## Lattice-mediated interaction and sound velocity with local fields: a two-mode model

Hartree atomic units are used. At one wave vector $q$, ions of valence $Z$, mass $M$ and density $n_i$ form a smooth charged fluid of point charges in an electron gas of density $\bar n=Zn_i$. Two real amplitudes multiply the wave $\sqrt2\cos qx$: the electron density $n$ and the ionic charge density $\rho$.

### The model

The electrons follow the ions adiabatically. The energies per volume are

$$U=\tfrac12\,a\,n^2+\tfrac12\,v\,(n-\rho)^2,\qquad T=\tfrac12\,\mu\,\dot\rho^{\,2},$$

$$v=\frac{4\pi}{q^2},\qquad a=\frac1{N_0}+f,\qquad \mu=\frac{M}{Z^2n_iq^2}.$$

$N_0=k_F/\pi^2$ is the free-electron density of states for both spins. The kernel $f=d^2(\bar n\epsilon_{xc})/d\bar n^2<0$, with $\epsilon_{xc}$ the exchange-correlation energy per electron, is the small-$q$ static local field, $f=-vG_+$. A displacement amplitude $u$ gives $\rho=Zn_iqu$, which turns $\tfrac12n_iM\dot u^2$ into $T$, and $v/\mu=4\pi Z^2n_i/M=\Omega^2$ is the squared ionic plasma frequency. The compressibility obeys $1/\kappa=\bar n^2a$, and $1/\kappa_0=\bar n^2/N_0$ for free electrons, so $\kappa_0/\kappa=N_0a$.

An ion is a test charge and feels only the Coulomb field. A probe electron also feels the exchange-correlation potential $fn$, so a probe density $p$ adds the energy $p\,[(v+f)n-v\rho]$. At frequency $\omega$ the stiffness matrix and coupling vector in the basis $(n,\rho)$ are

$$K=\begin{pmatrix}a+v&-v\\-v&v-\mu\omega^2\end{pmatrix},\qquad \mathbf c=\begin{pmatrix}v+f\\-v\end{pmatrix}.$$

The medium responds with $-K^{-1}\mathbf c\,p$. A second probe couples to that response through $\mathbf c$, and with the direct repulsion added the interaction is $W=v-\mathbf c^{T}K^{-1}\mathbf c$.

### Closed solution

With the ions clamped, a test charge $t$ of the electron's sign induces $n=-vt/(a+v)$. Another test charge sees $vt\,a/(a+v)$, and an electron sees $vt-(v+f)vt/(a+v)=vt/[N_0(a+v)]$. Writing these as $vt/\varepsilon$ and $\Lambda vt/\varepsilon$ gives

$$\varepsilon=1+\frac va=1+\Lambda\frac{q_{TF}^2}{q^2},\qquad \Lambda=\frac1{N_0a}=\frac{\kappa}{\kappa_0},\qquad q_{TF}^2=4\pi N_0 .$$

Eliminating $n$ leaves $\rho$ with the stiffness $v-v^2/(a+v)-\mu\omega^2=v/\varepsilon-\mu\omega^2$ and with the coupling $-v\Lambda/\varepsilon$ to a probe electron. Hence

$$W=\Big[v-\frac{(v+f)^2}{a+v}\Big]+W_{ph},\qquad W_{ph}=\Big(\frac{\Lambda}{\varepsilon}\Big)^2\frac{v\,\Omega^2}{\omega^2-\Omega^2/\varepsilon}.$$

The bracket is the charge channel of the Kukkonen–Overhauser interaction (1979), $v+[v(1-G_+)]^2\chi$, with the density response $\chi=-1/(a+v)$. The spin channel does not couple to the ions.

**Sound velocity.** The pole lies at $\omega_q^2=\Omega^2/\varepsilon$. For $q\to0$, $\omega_q=sq$ with

$$s=s_{BS}\sqrt{\kappa_0/\kappa},\qquad s_{BS}^2=\frac{\Omega^2}{q_{TF}^2}=\frac{Zv_F^2}{3M},$$

where $s_{BS}$ is the Bohm–Staver speed. Equivalently $n_iMs^2=1/\kappa$, the bulk modulus of the neutral fluid. For $a<0$ and rigid ions the electron stiffness $a+v$ stays positive at small $q$, but with mobile ions $\omega_q^2<0$ and the fluid is unstable.

**Vertex.** $\Lambda=\kappa/\kappa_0$ multiplies the test-charge potential $v/\varepsilon$, which itself falls by $\kappa_0/\kappa$ at small $q$. The product

$$\frac{v\Lambda}{\varepsilon}=\frac{1}{N_0}\,\frac{1}{1+a/v}\;\to\;\frac1{N_0}$$

keeps its random-phase (RPA, $f=0$) value. A dilation $\rho/\bar n$ couples with the deformation potential $\bar n/N_0=2E_F/3$, which neutrality fixes. In the form $W_{ph}=2\omega_qg_q^2/(\omega^2-\omega_q^2)$ one has $g_q^2=(v\Lambda/\varepsilon)^2/(2\mu\omega_q)$, so $g_q^2$ grows by $\sqrt{\kappa/\kappa_0}$, through the softer phonon alone. The static attraction gains one power of $\Lambda$, not two:

$$W_{ph}(0)=-\frac{\Lambda^2v}{\varepsilon}\to-\frac{\Lambda}{N_0},\qquad W(0)=-\frac{f^2}{a}=-\frac{\Lambda}{N_0}\Big(1-\frac{\kappa_0}{\kappa}\Big)^2 .$$

The second result holds at every $q$ of the model. It vanishes in RPA, where mobile ions screen a static electron completely.

### Relation to the general statement

In the local-field theory of the real gas, $N_0$ is replaced by the Lindhard polarizability $\Pi_0(q,\omega)$ and $f$ by $-vG_+(q)$. The elimination is algebraic and survives unchanged, so $W_{ph}$ keeps its form with $\Lambda=1/(1-vG_+\Pi_0)$ and $\varepsilon=1+v\Lambda\Pi_0$. The static limit $\Lambda\to\kappa/\kappa_0$ is the compressibility sum rule, which the model extends to all $q$. For quasiparticles of mass $m^*$, neutrality fixes the energy shift through the density of states $N_0m^*/m$, so the vertex times the renormalisation constant tends to $(m/m^*)\kappa/\kappa_0$. The model sets $m^*=m$.

### Numbers at the density of potassium

The inputs are $Z=1$, $M=39.098$ u and an approximate room-temperature bcc lattice constant of 5.33 Å, which gives $r_s=4.96$. Then $k_F=0.3869$, $q_{TF}=0.702$, $\bar n=1.956\times10^{-3}$, $\hbar\Omega=16.0$ meV and $2E_F/3=1.36$ eV. Exchange gives $N_0f_x=-1/(\pi k_F)=-0.8227$. For correlation take the Perdew–Zunger form (1981) with its approximate constants,

$$\epsilon_c=\frac{-0.1423}{1+1.0529\sqrt{r_s}+0.3334\,r_s},\qquad N_0f_c=\frac{r_s}{3k_F^2}\big(r_s\epsilon_c''-2\epsilon_c'\big)=-0.1196,$$

with primes for $d/dr_s$. Thus $\kappa_0/\kappa=0.058$ and $\Lambda=17.3$, and $\kappa_0/\kappa$ crosses zero at $r_s=5.24$. The result is a small difference: a 5 per cent change of $f_c$ shifts it by 0.006, or 10 per cent, so third figures below belong to this parametrisation only. With the linear expansion coefficient $83.3\times10^{-6}$ K$^{-1}$ (room temperature, compiled value, Wikipedia), 40 K of heating, about the whole range left to the solid below its melting point near 337 K, raises $r_s$ by 0.017 and lowers $\kappa_0/\kappa$ by 0.0034, or 6 per cent.

At $q=0.2k_F$, where $q_{TF}^2/q^2=82.3$, the model gives:

| quantity | RPA | local field |
|---|---|---|
| $\varepsilon$ | 83.3 | $1.43\times10^{3}$ |
| $\hbar\omega_q$ (meV) | 1.75 | 0.423 |
| $\hbar sq$ (meV) | 1.76 | 0.423 |
| $N_0v\Lambda/\varepsilon$ | 0.988 | 0.999 |
| $N_0W_{ph}(0)$ | $-0.988$ | $-17.3$ |
| $N_0W(0)$ | 0 | $-15.4$ |

The screened electron-ion coupling barely moves, $g_q^2$ at small $q$ rises by a factor 4.2, and the static attraction rises by $\Lambda$. The model's sound speed drops from $s_{BS}=1.83$ km/s to 0.44 km/s, and its bulk modulus from $B_0=1/\kappa_0=2.87$ GPa to 0.17 GPa.

### Neglected terms

Each correction adds to $N_0a$ in $s^2/s_{BS}^2$ and is to be weighed against 0.058.

*Electron dynamics.* For $\omega\ll qv_F$, $\Pi_0\simeq N_0[1+i\pi\omega/(2qv_F)]$. On the sound line the added term has magnitude $\pi s/(2v_F)=8.2\times10^{-4}$, which is 1.4 per cent of $\kappa_0/\kappa$ and damps the mode weakly.

*Dispersion.* The static Lindhard function adds $q^2/(12k_F^2)$. This is 0.0033 at $q=0.2k_F$, or 6 per cent, and equals $\kappa_0/\kappa$ at $q=0.83k_F$. Departures of $G_+$ from $q^2$ enter at the same order.

*Discrete ions.* A monovalent point ion in a uniform neutralising sphere has the energy $-3/(2r_s)+3/(5r_s)=-9/(10r_s)$. An energy $\epsilon\propto\bar n^{1/3}$ contributes $\tfrac49\bar n\epsilon$ to the bulk modulus, and $B_0=\bar nk_F^2/3$, so the share in units of $B_0$ is $-6/(5r_sk_F^2)=-1.6$.

*Ion cores.* An empty-core potential replaces the electron-ion coupling $-v$ by $-v\cos qr_c$. Then $\omega_q^2=\Omega^2[1-\cos^2(qr_c)(1-1/\varepsilon)]$ and $s^2=s_{BS}^2(\kappa_0/\kappa+q_{TF}^2r_c^2)$. A typical $r_c\approx2.2$ bohr adds $+2.4$.

The last two terms are 28 and 41 times the jellium value and have opposite signs. The three together give about 0.8, with the band-structure energy still missing, so the near zero belongs to the smooth point-charge fluid and not to the metal.

The compiled room-temperature value $C_{12}=3.14$ GPa (Blaschke) bounds the miss. Stability of a cubic crystal requires $C_{11}>C_{12}$, so $B=(C_{11}+2C_{12})/3>C_{12}$, about 19 times the model's 0.17 GPa. The longitudinal speed along [100], $\sqrt{C_{11}/n_iM}$, exceeds $\sqrt{C_{12}/n_iM}=1.91$ km/s, so the model's 0.44 km/s is too low by more than a factor of four. With the coupling $1/N_0$, which the core leaves unchanged at small $q$, and the ionic stiffness $\mu\omega_q^2=C_{11}/\bar n^2$, the static attraction along [100] is $N_0W_{ph}(0)=-B_0/C_{11}$, smaller in magnitude than 0.91, against the model's 17.3. That $B_0$ lies so close to $C_{12}$ reflects a cancellation among exchange-correlation, electrostatic and core terms, each of order $B_0$ or larger.